**Q:** When cubic BN is squeezed or stretched equally in all directions, its gap moves by only about 0.04 eV per percent of length, up on compression and down on expansion. Why does a layer strained in the xy plane lose gap whichever way I strain it?

Band gaps of zincblende BN under strain, from Ansatz 0.2.0 with HSE06, plane-wave PAW, a 420 eV cutoff and an 8×8×8 k mesh. Strain is per length, relative to the r2SCAN-relaxed cell and negative for compression; atoms, and the normal in epitaxial cells, are relaxed with r2SCAN. Gap changes are relative to the unstrained cell.

```csv
strain kind,strain (%),band gap (eV),band gap change (eV),least direct gap change (eV)
epitaxial 111,-2.5,5.772,-0.022,-0.552
epitaxial 111,-2,5.784,-0.010,-0.419
epitaxial 111,-1,5.795,0.001,-0.182
epitaxial 111,1,5.746,-0.048,-0.222
epitaxial 111,2,5.699,-0.095,-0.430
epitaxial xy,-2,5.560,-0.235,0.000
epitaxial xy,-1,5.679,-0.115,-0.001
epitaxial xy,1,5.516,-0.278,-0.240
hydrostatic,-4,5.949,0.155,0.639
hydrostatic,-3,5.910,0.116,0.476
hydrostatic,-2,5.870,0.076,0.314
hydrostatic,-1,5.832,0.038,0.156
hydrostatic,1,5.753,-0.041,-0.156
hydrostatic,2,5.711,-0.083,-0.310
hydrostatic,3,5.668,-0.126,-0.462
hydrostatic,4,5.624,-0.170,-0.613
hydrostatic,5.19,5.571,-0.223,-0.914
uniaxial 111,-0.5,5.790,-0.004,-0.032
uniaxial z,2.5,5.536,-0.258,-0.267
```

**A:** Because an equal strain changes only the volume, while an epitaxial strain also changes the shape. Shorter bonds tend to push bonding and antibonding states further apart, which fits the smooth rise of the hydrostatic gap on compression. These runs don't test that cause, and it isn't a general rule, since silicon's indirect gap shrinks under pressure. To see what shape does, compare each strained cell with a hydrostatic cell of the same volume. What is left over belongs to the shape.

**Q:** Can we do that for epitaxial xy at −2 %?

**A:** The relaxed cell grows by 0.85 % along its free normal, so its volume is $0.98^2\times1.0085\approx0.969$ of the original. The cube root gives a hydrostatic strain of about −1.06 %. Interpolating between the hydrostatic rows at −1 and −2 %, we find that this volume alone should raise the gap by 0.04 eV.

The HSE06 gap falls by 0.235 eV instead. Shape therefore takes away about 0.275 eV, several times what volume gives. The normal and in-plane strains differ by 2.85 %, so the loss is close to 0.1 eV per percent of that difference, which I'll call the shape strain.

**Q:** Why should a change of shape close the gap?

**A:** The gap runs from the valence top at Γ, where three p-like states have the same energy, to the conduction minimum at X, which exists as three equal valleys along x, y and z. Making z different from x and y splits each set into one and two. The gap takes the highest valence state and the lowest valley, so splitting either set can only narrow it. That holds for both signs of strain.

**Q:** Then the two signs should cost the same, but +1 % costs much more than −1 %.

**A:** Splitting leaves the average of a set in place, to first order. If the pair moves by one unit, the lone member must move by two the other way. What matters is which of them ends up at the gap.

At +1 % the cell is stretched in the plane and flattened along z, and the calculation finds the lone z valley lowest. At −1 and −2 % the cell is lengthened along z, and the in-plane pair is lowest. In each case the valley along the relatively shortened axis wins.

The valence top should follow the same rule. Flattening tilts the bonds towards the plane, so the p state along z bonds less well and rises alone. This part is an orbital argument, since the split valence levels aren't listed.

**Q:** So flattening should cost twice as much. Does it?

**A:** Take the loss found at −2 %, double it, and apply it to the shape strain of 1.43 % at +1 %. That gives a loss of about 0.28 eV from shape, plus 0.02 eV from volume. The table has 0.278 eV in all, so the estimate is too large by about 0.02 eV. The two band edges can also be checked one by one, since at equal volume the energy zero of a cell shouldn't move with shape to first order. Against hydrostatic cells of the same volume, the valence top rises by about 0.09 eV at +1 % and 0.05 eV at −1 %, and the conduction minimum also falls about twice as far at +1 %. Both sets therefore follow the rule, though this is the only flattened cell of this kind.

For a BN layer grown on a (001) substrate, the lesson is that mismatch of either sign narrows the gap, and in-plane tension does so more strongly.

**Q:** Why does epitaxial 111 at −1 % hardly change the gap?

**A:** The 111 direction makes equal angles with x, y and z, so the three X valleys stay equal and only the valence top can split. Shape then costs about 0.02 eV, and the smaller volume gives the same amount back. The unchanged gap is a cancellation. The two-to-one rule fails here, because +1 % loses as much to shape as −1 % does. At 2 % the order even reverses, with about 0.06 eV lost to shape on compression and 0.04 eV on tension. A first-order effect alone would keep the ratio seen at 1 %, so higher orders in the strain matter here. They can show because the valence top moves much less than under xy strain. One of them is visible in the band edges: the three X valleys stay equal but sink together, by a few meV at ±1 % and about 0.015 eV at ±2 %. The valence split should also depend on the B–N distance along 111, which was relaxed with r2SCAN. The HSE06 forces left over aren't proportional to the strain (0.0057 eV/Å per component at −1 %, 0.0089 at +1 %), so differences near 0.01 eV between these rows shouldn't be pressed.

**Q:** Are the hydrostatic rows themselves free of breaks?

**A:** The indirect gap is, apart from steps on compression that wobble between 0.038 and 0.040 eV. The least direct gap, where the electron keeps its wave vector, breaks at +5.19 %. Continuing the step from +3 to +4 % predicts a change of −0.79 eV, but the table has −0.914 eV.

The valence top at Γ also sets the indirect gap, which stays on its line to about 0.001 eV, so it isn't the culprit. More likely a different conduction state has become the lowest one. At +4 % its gap was still no smaller than the least direct gap, so it must have fallen by at least 0.25 eV per percent since then, against 0.15 for the old one.

**Q:** Which state is it?

**A:** My guess is the s-like antibonding state at Γ, which drops quickly as bonds lengthen. The state it replaces is probably a degenerate p-like set. In epitaxial 111 at +2 %, shape takes 0.24 eV from the direct gap at Γ but only 0.04 eV from the indirect one, as expected if such a set splits. The least direct gap also shows the uneven cost of a split into one and two, losing 0.28 eV to shape at −1 % and 0.13 eV at +1 %. A single s-like state shouldn't move with shape to first order. The place fits too: among the mesh and named points searched, the least direct gap at +5.19 % lies at Γ, as it does at +3 %. That doesn't show the state's character, so s-like remains a guess. The conduction levels at Γ between +4 and +5.19 % would decide whether two states cross there.
